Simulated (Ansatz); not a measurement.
# Zn: energy change per atom and pressure as volume scale varies

Plane-wave DFT, scalar-relativistic PAW made under PBE with cores redone for the functional, no dispersion; the given relaxed cell is scaled uniformly, energy at zero smearing counts from the unscaled cell, pressure at the given Fermi-Dirac smearing is positive in compression. The results are calculated, by Ansatz 0.2.0.

The cell before it is scaled or strained (space group Pm-3m, No. 221):
```
CELL_PARAMETERS angstrom
2.58120 0.00000 0.00000
0.00000 2.58120 0.00000
0.00000 0.00000 2.58120
ATOMIC_POSITIONS crystal
Zn 0.00000 0.00000 0.00000
```

Settings of every row: spin polarised no; functional r2SCAN; wave cutoff 500 eV; smearing width 0.1 eV; k mesh 14x14x14.

Atom starting moment: 0 on all atoms.

Limits: the cell comes from a prototype or a list of computed structures and needn't be the stable phase.

```csv
row,volume scale,V (Å³/atom),energy change per atom (meV),pressure (GPa)
1,0.88,15.134,61.67,10.59
2,0.92,15.822,?,?
3,0.96,16.51,6.32,2.86
4,1.04,17.885,4.04,-1.95
5,1.08,18.573,16.21,-3.61
6,1.12,19.261,34.71,-4.9
```

Question: what energy change per atom and pressure should row 2 give?

Worked fit of energy change per atom. Take u = (V_r/V)^(2/3) − 1 with V_r = 17.885 Å³ an atom, which is twice the finite (Eulerian) strain; such expansions in the strain, on which the Birch-Murnaghan equation of state is built, carry the rest volume and the bulk modulus. The shown rows have u = 0.11778, 0.05478, 0, -0.02485, -0.04821. Least squares give energy change per atom = 3.672 − 319.608 × u + 6883.39 × u² meV; a straight line predicts inner rows, each left out in turn, worse (root mean square 23 against 0.84 meV). The rows lie off it by 0.15, -0.50, 0.37, 0.35, -0.37 (root mean square 0.37 meV). The withheld row has u = 0.08514, so the fit gives 3.672 − 319.608 × (0.08514) + 6883.39 × (0.08514)² = 26.36 meV.

The calculation gave 25.73 meV. The fit lies 0.63 meV (2.4 % of the value, 1.1 % of the column's range) above it; its largest miss of a shown row is 0.50 meV.

Worked fit of pressure. Take u = (V_r/V)^(2/3) − 1 with V_r = 17.885 Å³ an atom, which is twice the finite (Eulerian) strain; such expansions in the strain, on which the Birch-Murnaghan equation of state is built, carry the rest volume and the bulk modulus. The shown rows have u = 0.11778, 0.05478, 0, -0.02485, -0.04821. Least squares give pressure = −1.977 + 73.604 × u + 280.21 × u² GPa; a straight line predicts inner rows, each left out in turn, worse (root mean square 0.94 against 0.06 GPa). The rows lie off it by 0.01, -0.04, 0.03, 0.02, -0.03. The pressure vanishes at u = 0.0246, or V = 17.25 Å³ an atom, and there the bulk modulus at fixed shape and fractions is B = −V dP/dV = (2/3)(1 + u) dP/du = 59.7 GPa. The withheld row has u = 0.08514, so the fit gives −1.977 + 73.604 × (0.08514) + 280.21 × (0.08514)² = 6.32 GPa.

The calculation gave 6.27 GPa. The fit lies 0.05 GPa (0.32 % of the column's range) above it; its largest miss of a shown row is 0.04 GPa.
